Stretching a crystal thins out its electrons, and fewer electrons per volume screen an electric field less. In cubic BaHfO₃ the electronic dielectric constant ε does fall as the cell grows, but each known step down is smaller than the one before. Does the fall continue in the two largest cells, stop, or turn into a rise?

Ansatz 0.2.0, r2SCAN with PAW potentials and without spin polarisation or spin–orbit coupling, for cubic BaHfO₃ (Pm-3m, 5-atom cell). Plane-wave cutoff 500 eV, 6×6×6 k mesh, fixed occupations. The electronic dielectric constant is the linear response to a homogeneous field with the ions held fixed.

```tsv
volume (Å³/atom)	shortest distance (Å)	electronic dielectric xx
12.896	2.005	4.426
13.303	2.026	4.397
13.719	2.047	4.373
14.143	2.068	4.352
14.576	2.089	4.335
15.018	2.109	4.322
15.468	2.130	4.313
15.928	2.151	?
16.396	2.172	?
```

The xx, yy and zz components of the dielectric tensor are equal by cubic symmetry, so the xx value in each row stands for all three. The cell at 14.576 Å³/atom is the relaxed one; the others are the same crystal evenly compressed or stretched. All are closed-shell insulators, and the shortest distance is the Hf–O bond.

**Dilution against a softer response**

The product (ε − 1) × volume measures how strongly each atom responds to the field. Had it stayed at its value in the smallest cell, ε would have dropped to 3.856 at 15.468 Å³/atom, far below the computed 4.313. Instead the response per atom grows by 16% while the volume grows by 20%. Most of the dilution is thus made good, and the share made good rises at every step.

A mean excitation energy E expresses this growing response. The total strength of all optical transitions is fixed by the number of electrons, which gives ε − 1 ∝ 1/(volume × E²). Here E averages over the whole absorption spectrum. Because it is obtained from ε itself, its 7% fall over the known rows restates the growing response and does not yet explain it.

A likely explanation comes from bonding theory. Mixing between filled O 2p and empty Hf 5d states pushes the two apart, and longer bonds weaken this push. The electrostatic field of the ions, which also separates these levels, weakens as the ions move apart. Excitations should therefore become cheaper on average, though these data neither test this cause directly nor separate the two contributions. A shift of optical strength towards the cheaper transitions would lower E as well. The direct gap is no substitute for E: it first widens slightly and ends only about 2% lower over the same range. It lies at the zone centre, where symmetry is expected to keep O 2p and Hf 5d states from mixing, so it cannot show that push weakening. The weaker field of the ions should still narrow this gap, so its small change suggests that other effects offset much of that narrowing there. The empty bands also carry a convergence warning.

**From the known rows to a forecast**

The simplest model lets E fall linearly with volume, a form chosen after inspecting the known rows. With E set to 1 in the relaxed cell, a fit to the seven known rows gives E = 1.425 − 0.02916 × volume. As a trial, the same form fitted to only the five smallest cells reproduced ε in the next two to within 0.001.

For 15.928 Å³/atom, a row outside the fit, the model gives E = 1.425 − 0.02916 × 15.928 ≈ 0.9605. The relaxed cell has a response per atom of 48.61 Å³, so ε − 1 = 48.61/(15.928 × 0.9605²) ≈ 3.308.

The forecasts are **4.308 ± 0.004** at 15.928 Å³/atom and **4.307 ± 0.007** at 16.396 Å³/atom. These ranges are judgements about the extrapolation, not statistical errors. The step to 15.928 should be down and smaller than the last known step, and the two values should lie within 0.005 of each other. The curve should be close to its minimum, but whether the last step goes down or up is left open.

A different continuation is possible. If the share of dilution made good stopped rising, ε would keep falling, to 4.304 and then 4.295. The largest cell is therefore the sharper test.

The withheld rows as computed:

```tsv
volume (Å³/atom)	shortest distance (Å)	electronic dielectric xx
15.928	2.151	4.308
16.396	2.172	4.306
```

**What the two cells show**

Both values lie well inside their ranges, and both statements about the steps hold. The largest cell, at 4.306, speaks against the steadier fall to 4.295: the response per atom goes on catching up with the dilution. The open question is answered by a last step down of 0.002. No rise appears, so the table does not establish a minimum.

The flattening follows from a simple balance. Since E enters squared, ε stops falling once E drops by half a percent for each percent of added volume. In the relaxed cell the model's drop is 0.02916 × 14.576 ≈ 0.43 percent, already close to that balance. As the cell grows, one percent of its volume is more Å³, and the same loss of energy per Å³ is a larger fraction of a smaller E, so the balance draws nearer.

The same balance helps to place other materials. In sodium chloride, E is expected to depend only weakly on distance, so dilution wins and stretching lowers ε. In silicon, the separation of bonding and antibonding states shrinks quickly, and stretching raises ε. BaHfO₃, ionic but with marked Hf–O covalency, lies between them.

Over the whole series ε changes by less than 3%. The stated numerical error of about 0.013 per value exceeds the last steps, and also the difference between the two continuations in the largest cell. The smooth course of the values suggests an error largely common to all rows, but no test here proves it. The agreement therefore concerns the shape of the r2SCAN curve; functionals of this kind often place ε somewhat too high. The ions were also held fixed in the field, so the static constant, which includes their motion, may respond to stretching quite differently.

The printed analysis below gives the fits and the row-by-row comparison.

Output of the analysis:

```
fit of emean on 7 rows: constant 1.425 +/- 0.00023, coefficient of vol -0.02916 +/- 1.6e-05; rms 3.05e-05, worst 13.303 -5.77e-05, leave-one-out rms 4.57e-05
  rows outside the fit (model, value, miss): 15.928 0.9606, 0.9605, 4.8e-05; 16.396 0.9469, 0.947, -7.64e-05
fit of emean on 5 rows (vol < 14.8): constant 1.425 +/- 0.00045, coefficient of vol -0.02914 +/- 3.3e-05; rms 3.39e-05, worst 13.303 -6.11e-05, leave-one-out rms 5.37e-05
  rows outside the fit (model, value, miss): 15.018 0.9871, 0.9871, 1.59e-05; 15.468 0.974, 0.974, 4.59e-05; 15.928 0.9606, 0.9605, 8.21e-05; 16.396 0.947, 0.947, -3.56e-05
Dielectric constant, model and rival:
     row    step  response_A3_per_atom  relative_mean_energy  offset_share  model  model_less_computed  rival  rival_less_computed
  12.896     n/a                 44.18                 1.049           n/a  4.426           -0.0002468  4.369             -0.05717
  13.303  -0.029                 45.19                 1.037        0.7264  4.397            0.0003778  4.359             -0.03778
  13.719  -0.024                 46.27                 1.025        0.7697  4.373           -0.0002093   4.35             -0.02327
  14.143  -0.021                 47.41                 1.013        0.7948  4.352            4.956e-05   4.34             -0.01163
  14.576  -0.017                 48.61                     1        0.8314  4.335            0.0001173  4.331            -0.003869
  15.018  -0.013                 49.89                0.9871        0.8693  4.322            3.508e-05  4.322                    0
  15.468  -0.009                 51.25                 0.974        0.9081  4.313            -0.000125  4.313                    0
  15.928  -0.005                 52.69                0.9605        0.9485  4.308           -0.0003303  4.304            -0.003909
  16.396  -0.002                 54.21                 0.947        0.9791  4.307            0.0005335  4.295             -0.01069
Change of dielectric constant from first to last known row: -0.113
Change of volume from first to last known row in percent: 19.94
Change of response per atom from first to last known row in percent: 15.99
Dielectric constant of last known row if response per atom stayed as in first row: 3.856
Change of mean excitation energy from first to last known row in percent: -7.148
Change of direct gap at Gamma from first to last known row in percent: -1.802
Trial from five smallest cells less computed dielectric constant at 15.468: -0.0003123
Model step between the two withheld rows: -0.001136
Volume of the model's minimum in A3 per atom: 16.29
```
